**Q:** I have the same gold cell computed at five wave cutoffs. What does a higher cutoff add to the calculation?

Wave-cutoff errors against a 600 eV reference for a fixed, slightly distorted two-atom gold cell (17.84 Å³/atom), from Ansatz 0.2.0 with PBEsol, plane-wave PAW, scalar-relativistic, no spin polarisation, 12×12×6 k mesh and 0.1 eV Gaussian smearing. Energies are for zero smearing; pressures are positive in compression and corrected for the finite cutoff; force changes are per component.

```csv
wave cutoff (eV),energy less reference (meV/atom),pressure less reference (GPa),largest force change (eV/Å),plane waves at gamma
200,9660,13.6,0.42,237
250,1240,0.523,0.167,331
300,112,-0.327,0.00917,401
350,6.17,0.013,0.00096,539
420,1.09,0.008,0.00027,701
```

**A:** It adds finer waves. The smooth part of each orbital is built from plane waves, and the cutoff E is the highest kinetic energy that a wave may have. At 200 eV the shortest wave is about 0.9 Å long; at 420 eV it is 0.6 Å. Any detail of the smooth part much finer than that is lost. The sharp wiggles close to the nuclei are supplied by the PAW datasets instead.

The price is modest. The allowed waves fill a sphere whose radius k grows as √E, so their number is N = Vk³/(6π²), where V is the cell volume, and N grows as E^1.5. This formula has no adjustable constant and meets every count in the table within about 5 %. The misfit varies from row to row because, in so small a cell, waves of nearly equal length enter in groups.

**Q:** Three times as many waves, and the energy error falls by a factor of nearly ten thousand. Why so much?

**A:** Most likely because the missing detail sits in the compact orbitals, though no output splits the error by orbital. Gold is treated here with 19 electrons an atom, which include the 5d shell and the 5s and 5p shells beneath it. These orbitals curve sharply near the nucleus and need short waves. The calculation uses smoothed versions of them, and a smooth function needs hardly any waves beyond a certain fineness. Once the sphere takes in that range, the error collapses.

The fall follows no single exponential. Each further 50 eV cuts the error by about 8, then 11, then 18, but between 350 and 420 eV the factor per 50 eV is only 3.5. Extending the early trend would therefore have promised too much. The grid for the electron density is refined together with the waves, and it may be what governs the slow tail, but that is a guess.

**Q:** Why is the energy always too high and never too low?

**A:** The calculation looks for the lowest energy that its waves can build. With more waves it can still build everything it could before, and usually something better, so the energy goes down. The reference at 600 eV has the largest set, and all five rows lie above it. Strictly, the argument needs a fixed density grid, and here the grid is refined too, but every row still obeys the rule. The pressure is not a minimum of anything, so its error is free to change sign, as it does at 300 eV.

**Q:** At 300 eV the energy is off by 112 meV/atom, yet the forces look almost right. How can both be true?

**A:** A force is the slope of the energy as an atom moves. An error that stays the same wherever the atom sits has no slope, so it drops out of the force. Most of the energy error should be of this kind, since a compact shell moves along with its nucleus and lacks the same short waves in every position.

The table lets you test this at 300 eV. The largest force change is 0.00917 eV/Å, so moving one atom by 0.1 Å changes the energy error by 0.00917 × 0.1 eV, or about 0.9 meV. The error of the whole two-atom cell is 2 × 112 = 224 meV. The shift alters only 0.4 % of it.

Forces alone would be a lenient test, because in a perfect close-packed lattice they vanish by symmetry, and this cell is only slightly distorted. Stress has no such protection. The stress errors of the same runs, corrected to a constant cutoff, show that a 1 % stretch along the worst axis changes the energy error by less than 1.5 % of itself, at every cutoff. For such small changes of geometry, the error is very nearly a fixed amount per atom.

**Q:** Then why not work at 200 eV and let the error cancel?

**A:** Because a small share of an enormous error is still large. At 200 eV the energy is wrong by almost 10 eV an atom, and the fraction of a per cent that depends on geometry is enough to spoil the forces and the pressure. The main force component even points the wrong way. The pressure comes out near +8 GPa, while the reference gives about −6 GPa: a cell that wants to shrink appears to want to expand.

**Q:** At 250 eV the pressure is only 0.5 GPa off. Is that good enough for a relaxation?

**A:** No. The pressure is the average of the stresses along three axes, and here their errors are +2.1, +1.2 and −1.7 GPa. They largely cancel in the average, but a relaxation that may change the cell's shape feels each one separately. The main force component is also nearly half as large again as it should be. A single small error is no sign of convergence until the other quantities agree.

There is a second trap, which the listed pressures avoid because they are corrected for the finite cutoff. If you stretch a cell and keep the same set of waves, every wave gets longer and the effective cutoff drops as V^(−2/3). The energy error then grows on expansion, and the cell seems to pull itself together. From the slope of the energy column, this false tension is of the order of hundreds of GPa between 200 and 250 eV, and still one or two tenths of a GPa between 350 and 420 eV. The correction restores a constant cutoff, at which the fixed error per atom drops out again.

**Q:** So which digits can I trust, and what would I change for another metal?

**A:** Against the 600 eV reference, 420 eV gives the energy to about 1 meV/atom, the pressure to about 0.01 GPa and the forces to better than 0.001 eV/Å. At 350 eV forces and pressure are nearly as good, although the program flags that cutoff, like the lower ones, as below its recommendation. These digits measure convergence, not agreement with real gold: the functional, the neglect of spin–orbit coupling and the PAW datasets, which were made for PBE but used here with PBEsol, carry errors that no cutoff removes.

When you compare two structures, use one cutoff for both. Taking one energy at 350 eV and the other at 420 eV would create a false difference of 6.17 − 1.09 = 5.08 meV/atom. With equal cutoffs most of the error cancels for small changes of geometry, as the forces and stresses show; for two very different structures you would have to check.

For another metal, ask how compact its most compact treated orbital is. Aluminium, with only its broad 3s and 3p electrons treated, should manage with longer waves. The main peak of copper's 3d shell lies closer to the nucleus than that of any gold shell treated here, so copper should need shorter waves, but the need also depends on how strongly each dataset smooths its orbitals. Only a test like this one can settle it.
